**Fractional e-electron counts among the d⁷ terms in a strong octahedral field**

The table holds the 20 terms of d⁷ in Oh symmetry, with energies and mean e-electron counts, from exact diagonalisation of a parametric ligand-field model (B = 520, C = 2390, 10Dq = 20280 cm⁻¹, no spin–orbit coupling). The program compares the counts with the integer values of pure t₂⁷⁻ⁿeⁿ configurations and with a parameter-free estimate that adds two-level mixing weights between unmixed levels taken from the Tanabe–Sugano matrices. Five terms depart from an integer by more than 0.05, the largest being the two upper ²E terms (3.33 and 3.65), whose unmixed gap of 3872 cm⁻¹ is smaller than their coupling of 4907 cm⁻¹. The estimate lowers the root-mean-square count error from 0.118 to 0.026 and does worst on the ²T₂ at 30725.7 cm⁻¹, which it overshoots by 0.080. The output also lists energy shifts, parent weights, block sums, two inversions of the order by parent count and an extrapolated spin crossover near 10Dq = 11200 cm⁻¹; the full diagonalisation that it reports rebuilds the same model and is no independent test.

Terms of a d⁷ shell in an octahedral (Oh) ligand field, calculated with ligand-field diagonalisation 1 by exact diagonalisation of a parametric model without spin–orbit coupling, with Racah parameters B = 520 cm⁻¹ and C = 2390 cm⁻¹ and 10Dq = 20280 cm⁻¹. Energies are relative to the lowest term, and e electrons is the mean number of electrons in the e pair of d orbitals.

## The fit in Python

```python
# Table: term energies (cm-1) and mean e-electron counts, d7 in Oh, parametric ligand-field
# model (Racah B, C, no spin-orbit), exact diagonalisation. Tested: which terms depart from
# integer e counts, and whether pairwise two-level mixing of configurations sizes the breaks.
T = {
    'term_symbol': ['2E', '4T1', '2T1', '2T2', '2T1', '4T2', '2T2', '4T1', '2A1', '2T1', '2T2', '2E', '2T1', '2T2', '2A2', '4A2', '2E', '2T1', '2E', '2T2'],
    'term_energy': [0.0, 8946.3, 18519.7, 19090.4, 22135.6, 28050.4, 30725.7, 34674.5, 37300.4, 39258.5, 40527.3, 40530.7, 43926.0, 44479.8, 47700.4, 48330.4, 53464.4, 60582.1, 63726.3, 70598.7],  # cm⁻¹
    'term_e_electrons': [1.02, 2.01, 2.0, 2.01, 2.03, 3.0, 2.15, 2.99, 3.0, 3.0, 2.91, 3.0, 3.0, 3.04, 3.0, 4.0, 3.33, 3.98, 3.65, 3.88],
}
import numpy as np
from scipy.optimize import brentq
B, C, D = 520.0, 2390.0, 20280.0  # settings of the run; D = 10Dq
sym = np.array(T['term_symbol']); E = np.array(T['term_energy']); n = np.array(T['term_e_electrons'])
r, s = 2**0.5, 3**0.5
# recalled Tanabe-Sugano matrices: diagonal (e count, B coeff, C coeff), upper triangle by rows
M = {'4A2': ([(4, -15, 0)], []), '4T2': ([(3, -15, 0)], []),
     '2A1': ([(3, -11, 3)], []), '2A2': ([(3, 9, 3)], []),
     '4T1': ([(3, -3, 0), (2, -12, 0)], [6*B]),
     '2E': ([(4, -6, 3), (3, 8, 6), (3, -1, 3), (1, -8, 4)],
            [-6*r*B, -3*r*B, 0, 10*B, s*(2*B+C), 2*s*B]),
     '2T1': ([(4, -6, 3), (3, 0, 3), (3, -6, 3), (2, -6, 3), (2, -2, 3)],
             [-3*B, 3*B, 0, -2*s*B, -3*B, 3*B, 3*s*B, -3*B, -s*B, 2*s*B]),
     '2T2': ([(4, 0, 5), (3, -6, 3), (3, 4, 3), (2, 6, 5), (2, -2, 3)],
             [-3*s*B, -5*s*B, 4*B+2*C, 2*B, 3*B, -3*s*B, -3*s*B, -s*B, s*B, 10*B])}
def build(k, d):
    dg, off = M[k]; m = len(dg); H = np.zeros((m, m)); H[np.triu_indices(m, 1)] = off
    return H + H.T + np.diag([(a-2.8)*d + b*B + c*C for a, b, c in dg]), np.array([x[0] for x in dg])
one = lambda k: E[sym == k][0]
zero = 1.2*D - 15*B - one('4A2')  # energy anchor on the pure 4A2 term
N = len(E); n0 = np.zeros(N); est = np.zeros(N); sh = np.zeros(N); wt = np.zeros(N)
Ex = np.zeros(N); nx = np.zeros(N); gp = np.zeros(N); txt = ['no partner']*N
for k in M:
    H, a = build(k, D); e0, U = np.linalg.eigh(H*(a[:, None] == a[None, :]))
    p = np.rint(a @ U**2); V = U.T @ H @ U; ev, W = np.linalg.eigh(H)
    for i, j in enumerate(np.where(sym == k)[0]):
        g = np.abs(e0 - e0[i]); w = np.zeros(len(p)); o = p != p[i]
        w[o] = 0.5*(1 - g[o]/np.sqrt(g[o]**2 + 4*V[i][o]**2))
        n0[j] = p[i]; est[j] = p[i] + w @ (p - p[i]); sh[j] = E[j] + zero - e0[i]
        Ex[j] = ev[i] - zero; nx[j] = a @ W[:, i]**2; wt[j] = (W[a == p[i], i]**2).sum()
        if o.any():
            q = w.argmax(); gp[j] = g[q]
            txt[j] = f"e{p[q]:.0f} {abs(V[i, q]):.0f} {g[q]:.0f} {abs(V[i, q])/g[q]:.2f}"
dev = n - n0
print("energies in cm-1; rounding of table: count 0.005, energy 0.05")
print("term E | parent n, count-parent, two-level count, error | E-unmixed | parent weight | partner V gap V/gap")
for j in range(N):
    print(f"{sym[j]} {E[j]:.1f} | {n0[j]:.0f} {dev[j]:+.2f} {est[j]:.3f} {est[j]-n[j]:+.3f} | {sh[j]:+.0f} | {wt[j]:.3f} | {txt[j]}")
ad = np.abs(dev); w = np.abs(est - n).argmax()
print(f"terms with |count-parent| <0.005: {(ad < .005).sum()}, 0.01-0.04: {((ad > .005) & (ad < .05)).sum()}, >0.05: {(ad > .05).sum()}")
print(f"rms count error: integer pattern {np.sqrt(np.mean(dev**2)):.3f}, two-level {np.sqrt(np.mean((est-n)**2)):.3f}; worst {sym[w]} {E[w]:.1f} {est[w]-n[w]:+.3f}")
print(f"full rebuild of same model, max differences: energy {np.abs(Ex-E).max():.2f}, count {np.abs(nx-n).max():.3f}")
print("block sums count/parent: " + ", ".join(f"{k} {n[sym == k].sum():.2f}/{n0[sym == k].sum():.0f}" for k in ('4T1', '2E', '2T1', '2T2')))
deg = np.array([int(x[0])*{'A': 1, 'E': 2, 'T': 3}[x[1]] for x in sym])
print(f"states {deg.sum()} (expected 120), mean count {deg @ n/deg.sum():.3f} (expected 2.8)")
print(f"4A2-4T2 {one('4A2')-one('4T2'):.1f} (10Dq {D:.0f}); 2A2-2A1 {one('2A2')-one('2A1'):.1f} (20B {20*B:.0f})")
for j in range(N-1):
    if n0[j] > n0[j+1]:
        print(f"order inversion: {sym[j]} (e{n0[j]:.0f}) below {sym[j+1]} (e{n0[j+1]:.0f}) by {E[j+1]-E[j]:.1f}; without mixing {E[j+1]-sh[j+1]-E[j]+sh[j]:.0f}")
for a in (2, 3, 4):
    x = E[n0 == a] - (a-1)*D
    print(f"parent e{a}: E-(n-1)10Dq from {x.min():.0f} to {x.max():.0f}, spread {np.ptp(x)/D:.2f} x 10Dq")
j = np.diff(E).argmin(); print(f"closest pair {sym[j]}, {sym[j+1]}: {E[j+1]-E[j]:.1f}")
for j in np.where(dev > 0.1)[0]:
    print(f"{sym[j]} {E[j]:.1f}: slope vs 10Dq {n[j]-n[0]:.2f}, unmixed gap to partner closes at 10Dq {D-gp[j]:.0f}")
sl = n[1] - n[0]; low = lambda k, d: np.linalg.eigvalsh(build(k, d)[0])[0]
print(f"4T1 slope {sl:.2f}; linear crossover 10Dq {D-E[1]/sl:.0f} (rounding {D-E[1]/(sl-.01):.0f} to {D-E[1]/(sl+.01):.0f})")
print(f"crossover from rebuilt matrices {brentq(lambda d: low('4T1', d)-low('2E', d), 5e3, D):.0f}; 10Dq/B {D/B:.1f}, C/B {C/B:.2f}")
assert all(sym[j] == '2E' for j in np.argsort(ad)[-2:])
assert all(abs(dev[sym == k].sum()) < 0.03 for k in M)
assert all(ad[sym == k][0] < 0.005 for k in ('4A2', '4T2', '2A1', '2A2'))
assert abs(one('4A2') - one('4T2') - D) < 0.15
```

Running it gives:

```
energies in cm-1; rounding of table: count 0.005, energy 0.05
term E | parent n, count-parent, two-level count, error | E-unmixed | parent weight | partner V gap V/gap
2E 0.0 | 1 +0.02 1.024 +0.004 | -690 | 0.988 | e3 6195 55618 0.11
4T1 8946.3 | 2 +0.01 2.015 +0.005 | -384 | 0.985 | e3 3120 24960 0.12
2T1 18519.7 | 2 +0.00 2.003 +0.003 | -61 | 0.998 | e3 832 20674 0.04
2T2 19090.4 | 2 +0.01 2.010 +0.000 | -223 | 0.991 | e3 1599 20155 0.08
2T1 22135.6 | 2 +0.03 2.029 -0.001 | -605 | 0.974 | e3 3479 20926 0.17
4T2 28050.4 | 3 +0.00 3.000 +0.000 | -0 | 1.000 | no partner
2T2 30725.7 | 2 +0.15 2.230 +0.080 | -2302 | 0.869 | e3 3335 6441 0.52
4T1 34674.5 | 3 -0.01 2.985 -0.005 | +384 | 0.985 | e2 3120 24960 0.12
2A1 37300.4 | 3 +0.00 3.000 +0.000 | -0 | 1.000 | no partner
2T1 39258.5 | 3 +0.00 3.000 -0.000 | +4 | 0.996 | e4 844 20926 0.04
2T2 40527.3 | 3 -0.09 2.844 -0.066 | +1059 | 0.879 | e2 3335 6441 0.52
2E 40530.7 | 3 +0.00 3.000 +0.000 | -11 | 0.999 | e4 510 19638 0.03
2T1 43926.0 | 3 +0.00 2.989 -0.011 | +259 | 0.959 | e2 3479 20926 0.17
2T2 44479.8 | 3 +0.04 3.031 -0.009 | -1053 | 0.959 | e4 5061 22548 0.22
2A2 47700.4 | 3 +0.00 3.000 +0.000 | -0 | 1.000 | no partner
4A2 48330.4 | 4 +0.00 4.000 +0.000 | -0 | 1.000 | no partner
2E 53464.4 | 3 +0.33 3.293 -0.037 | -2844 | 0.648 | e4 4907 3872 1.27
2T1 60582.1 | 4 -0.02 3.979 -0.001 | +402 | 0.978 | e3 2038 16514 0.12
2E 63726.3 | 4 -0.35 3.683 +0.033 | +3546 | 0.656 | e3 4907 3872 1.27
2T2 70598.7 | 4 -0.12 3.885 +0.005 | +2518 | 0.919 | e3 5061 22548 0.22
terms with |count-parent| <0.005: 8, 0.01-0.04: 7, >0.05: 5
rms count error: integer pattern 0.118, two-level 0.026; worst 2T2 30725.7 +0.080
full rebuild of same model, max differences: energy 0.07, count 0.005
block sums count/parent: 4T1 5.00/5, 2E 11.00/11, 2T1 14.01/14, 2T2 13.99/14
states 120 (expected 120), mean count 2.800 (expected 2.8)
4A2-4T2 20280.0 (10Dq 20280); 2A2-2A1 10400.0 (20B 10400)
order inversion: 4T2 (e3) below 2T2 (e2) by 2675.3; without mixing 4977
order inversion: 4A2 (e4) below 2E (e3) by 5134.0; without mixing 7978
parent e2: E-(n-1)10Dq from -11334 to 10446, spread 1.07 x 10Dq
parent e3: E-(n-1)10Dq from -12510 to 12904, spread 1.25 x 10Dq
parent e4: E-(n-1)10Dq from -12510 to 9759, spread 1.10 x 10Dq
closest pair 2T2, 2E: 3.4
2T2 30725.7: slope vs 10Dq 1.13, unmixed gap to partner closes at 10Dq 13839
2E 53464.4: slope vs 10Dq 2.31, unmixed gap to partner closes at 10Dq 16408
4T1 slope 0.99; linear crossover 10Dq 11243 (rounding 11151 to 11334)
crossover from rebuilt matrices 11208; 10Dq/B 39.0, C/B 4.60
```
